**Iodine ions: steps and gap of the 4d and 4p removal energies**

The table holds relaxed 4d and 4p removal energies of ten iodine species from I to I¹³⁺, from spherical, spin-polarised, non-relativistic PBE calculations with the radks radial solver. The program fits nothing: it works out steps per unit charge, the 4p–4d gap, counts of parallel-spin partners, and one parameter-free estimate that converts each step to the radius R = e²/step of a charged shell. Both energies rise by about 11 to 16 eV per charge while n = 5 electrons are lost (R from 2.56 to 1.67 bohr) and by about 24 to 26 eV from I⁷⁺ to I¹¹⁺, and the gap changes by only 0.89 eV from I to I⁷⁺. The gap falls by 5.14 eV from I¹¹⁺ to I¹³⁺, where the removed 4d electron changes from spin-down to spin-up. Level shifts, radii and 4s spin splittings of I³⁺ and I¹⁰⁺ from the same runs are printed for comparison.

Iodine atom and ions, computed with the radks radial solver (version 1) with Libxc: all-electron, non-relativistic, spin-polarised PBE with spherical densities and a point nucleus. Removal energies are differences of total energies, with one electron taken from the named sub-shell and the resulting ion fully relaxed and filled with parallel spins first.

## The fit in Python

```python
# Table: 4d and 4p removal energies (eV, total-energy differences) of iodine ions, radks radial
# Kohn-Sham solver, PBE, non-relativistic, spin-polarised, spherical. Tested: steps per unit charge,
# 4p-4d gap, parallel-spin counts, and one estimate (charged shell, R = e^2/step).
T = {
    'ion': ['I', 'I2+', 'I3+', 'I4+', 'I6+', 'I7+', 'I9+', 'I10+', 'I11+', 'I13+'],
    'Z': [53, 53, 53, 53, 53, 53, 53, 53, 53, 53],
    'charge': [0, 2, 3, 4, 6, 7, 9, 10, 11, 13],  # e
    'N': [53, 51, 50, 49, 47, 46, 44, 43, 42, 40],
    'configuration': ['[Kr] 4d10 5s2 (5p up)3 (5p down)2', '[Kr] 4d10 5s2 (5p up)3', '[Kr] 4d10 5s2 (5p up)2', '[Kr] 4d10 5s2 (5p up)1', '[Kr] 4d10 (5s up)1', '[Kr] 4d10', '[Kr] (4d up)5 (4d down)3', '[Kr] (4d up)5 (4d down)2', '[Kr] (4d up)5 (4d down)1', '[Kr] (4d up)4'],
    'removal_energy_4d': [60.409, 81.643, 94.028, 107.21, 136.28, 152.42, 199.78, 224.46, 249.71, 310.26],  # eV
    'removal_energy_4p': [133.14, 154.55, 167.0, 180.27, 209.73, 226.04, 274.94, 300.33, 326.25, 381.66],  # eV
    'first': ['5p', '5p', '5p', '5p', '5s', '4d', '4d', '4d', '4d', '4d'],
}
import re
import numpy as np
from scipy.constants import physical_constants as pc
Ha = pc['Hartree energy in eV'][0]
ion = T['ion']; q = np.array(T['charge'], float); N = np.array(T['N'], int)
d = np.array(T['removal_energy_4d'], float); p = np.array(T['removal_energy_4p'], float)
def spins(c):
    if '4d10' in c:
        return 5, 5
    u = re.search(r'\(4d up\)(\d+)', c); w = re.search(r'\(4d down\)(\d+)', c)
    return (int(u.group(1)) if u else 0), (int(w.group(1)) if w else 0)
ud = [spins(c) for c in T['configuration']]
nd = np.array([u + w for u, w in ud]); gap = p - d
print('k = parallel 4d partners of removed 4d electron; m = 4d electrons parallel to removed 4p (down)')
print('ion    first  n=5 count  4d up/down  removed 4d  k  m  m-k  4p-4d gap (eV)  4p/4d')
for i, (u, w) in enumerate(ud):
    k = w - 1 if w else u - 1
    s = 'down' if w else 'up'
    print(f'{ion[i]:6s} {T["first"][i]:4s} {N[i]-36-nd[i]:6d} {u:10d}/{w} {s:>10s} {k:5d} {w:2d} {w-k:3d} {gap[i]:12.2f} {p[i]/d[i]:11.3f}')
dq = np.diff(q); sd = np.diff(d)/dq; sp = np.diff(p)/dq; sg = np.diff(gap)/dq
print('step, shell lost, rise per unit charge (eV) of 4d, 4p, gap; shell radius e^2/step (bohr) from 4d, 4p')
lostd = np.diff(nd) < 0
for i in range(len(dq)):
    sh = '4d' if lostd[i] else 'n=5'
    print(f'{ion[i]:>5s} to {ion[i+1]:5s} {sh:4s} {sd[i]:7.2f} {sp[i]:7.2f} {sg[i]:7.2f} {Ha/sd[i]:7.2f} {Ha/sp[i]:6.2f}')
print('rounding of the table: at most 0.005 eV per value, 0.01 eV per difference')
j = {n: i for i, n in enumerate(ion)}
a, b, c, e = j['I'], j['I7+'], j['I11+'], j['I13+']
for x, y in ((a, b), (b, c), (c, e)):
    n = q[y] - q[x]
    print(f'{ion[x]} to {ion[y]}: 4d {d[y]-d[x]:+.2f} eV ({(d[y]-d[x])/n:.2f} per charge), 4p {p[y]-p[x]:+.2f} eV ({(p[y]-p[x])/n:.2f}), gap {gap[y]-gap[x]:+.2f} eV')
print(f'step after/before I7+: 4d {sd[b]/sd[b-1]:.2f}, 4p {sp[b]/sp[b-1]:.2f}')
print(f'I to I7+: 4d grows by factor {d[b]/d[a]:.2f}, gap by {100*(gap[b]/gap[a]-1):.1f} %; gap if scaled like 4d {gap[a]*d[b]/d[a]:.1f} eV')
xd = d[e] - d[c] - 2*sd[c-1]; xp = p[e] - p[c] - 2*sp[c-1]
print(f'I13+ minus the I10+ to I11+ step continued twice: 4d {xd:+.2f}, 4p {xp:+.2f}, gap {xp-xd:+.2f} eV')
# Further outputs of the same runs: (up eV, down eV, mean radius of up level in bohr) for I3+ and the set labelled I10+
L = {'1s': ((-31680.0, -31679.9, 0.0286813), (-31828.4, -31828.4, 0.0286814)),
     '3d': ((-647.076, -646.997, 0.288876), (-792.579, -791.524, 0.288112)),
     '4s': ((-198.934, -198.751, 0.769503), (-334.329, -330.517, 0.7491))}
r3, r10 = j['I3+'], j['I10+']
print(f'I3+ to I10+ removal energies: 4d {d[r10]-d[r3]:+.2f} eV, 4p {p[r10]-p[r3]:+.2f} eV')
for n, (A, B) in L.items():
    print(f'{n} level I3+ to I10+: deepens by {(A[0]+A[1]-B[0]-B[1])/2:.1f} eV (spin mean); radius {A[2]:.4f} to {B[2]:.4f} bohr ({100*(B[2]/A[2]-1):+.2f} %)')
s3 = L['4s'][0][1] - L['4s'][0][0]; s10 = L['4s'][1][1] - L['4s'][1][0]
print(f'4s up/down splitting: I3+ {s3:.2f} eV (2 unpaired 5p, {s3/2:.2f} each); I10+ {s10:.2f} eV (3 unpaired 4d, {s10/3:.2f} each)')
print(f'splitting per unpaired electron, 4d over 5p: {(s10/3)/(s3/2):.1f}')
# Further outputs: radius of the outer low-density contour (bohr)
print(f'outer density radius: I3+ {3.68347:.2f} bohr, I10+ {2.09955:.2f} bohr')
assert np.all(sd > 0) and np.all(sp > 0)
assert sd[lostd].min() > sd[~lostd].max() and sp[lostd].min() > sp[~lostd].max()
assert np.ptp(gap[:b+1]) < 1.0
assert np.all(sg[:c] > 0) and gap[e] == gap.min()
```

It prints:

```
k = parallel 4d partners of removed 4d electron; m = 4d electrons parallel to removed 4p (down)
ion    first  n=5 count  4d up/down  removed 4d  k  m  m-k  4p-4d gap (eV)  4p/4d
I      5p        7          5/5       down     4  5   1        72.73       2.204
I2+    5p        5          5/5       down     4  5   1        72.91       1.893
I3+    5p        4          5/5       down     4  5   1        72.97       1.776
I4+    5p        3          5/5       down     4  5   1        73.06       1.681
I6+    5s        1          5/5       down     4  5   1        73.45       1.539
I7+    4d        0          5/5       down     4  5   1        73.62       1.483
I9+    4d        0          5/3       down     2  3   1        75.16       1.376
I10+   4d        0          5/2       down     1  2   1        75.87       1.338
I11+   4d        0          5/1       down     0  1   1        76.54       1.307
I13+   4d        0          4/0         up     3  0  -3        71.40       1.230
step, shell lost, rise per unit charge (eV) of 4d, 4p, gap; shell radius e^2/step (bohr) from 4d, 4p
    I to I2+   n=5    10.62   10.71    0.09    2.56   2.54
  I2+ to I3+   n=5    12.39   12.45    0.06    2.20   2.19
  I3+ to I4+   n=5    13.18   13.27    0.09    2.06   2.05
  I4+ to I6+   n=5    14.54   14.73    0.19    1.87   1.85
  I6+ to I7+   n=5    16.14   16.31    0.17    1.69   1.67
  I7+ to I9+   4d     23.68   24.45    0.77    1.15   1.11
  I9+ to I10+  4d     24.68   25.39    0.71    1.10   1.07
 I10+ to I11+  4d     25.25   25.92    0.67    1.08   1.05
 I11+ to I13+  4d     30.27   27.71   -2.57    0.90   0.98
rounding of the table: at most 0.005 eV per value, 0.01 eV per difference
I to I7+: 4d +92.01 eV (13.14 per charge), 4p +92.90 eV (13.27), gap +0.89 eV
I7+ to I11+: 4d +97.29 eV (24.32 per charge), 4p +100.21 eV (25.05), gap +2.92 eV
I11+ to I13+: 4d +60.55 eV (30.27 per charge), 4p +55.41 eV (27.71), gap -5.14 eV
step after/before I7+: 4d 1.47, 4p 1.50
I to I7+: 4d grows by factor 2.52, gap by 1.2 %; gap if scaled like 4d 183.5 eV
I13+ minus the I10+ to I11+ step continued twice: 4d +10.05, 4p +3.57, gap -6.48 eV
I3+ to I10+ removal energies: 4d +130.43 eV, 4p +133.33 eV
1s level I3+ to I10+: deepens by 148.5 eV (spin mean); radius 0.0287 to 0.0287 bohr (+0.00 %)
3d level I3+ to I10+: deepens by 145.0 eV (spin mean); radius 0.2889 to 0.2881 bohr (-0.26 %)
4s level I3+ to I10+: deepens by 133.6 eV (spin mean); radius 0.7695 to 0.7491 bohr (-2.65 %)
4s up/down splitting: I3+ 0.18 eV (2 unpaired 5p, 0.09 each); I10+ 3.81 eV (3 unpaired 4d, 1.27 each)
splitting per unpaired electron, 4d over 5p: 13.9
outer density radius: I3+ 3.68 bohr, I10+ 2.10 bohr
```
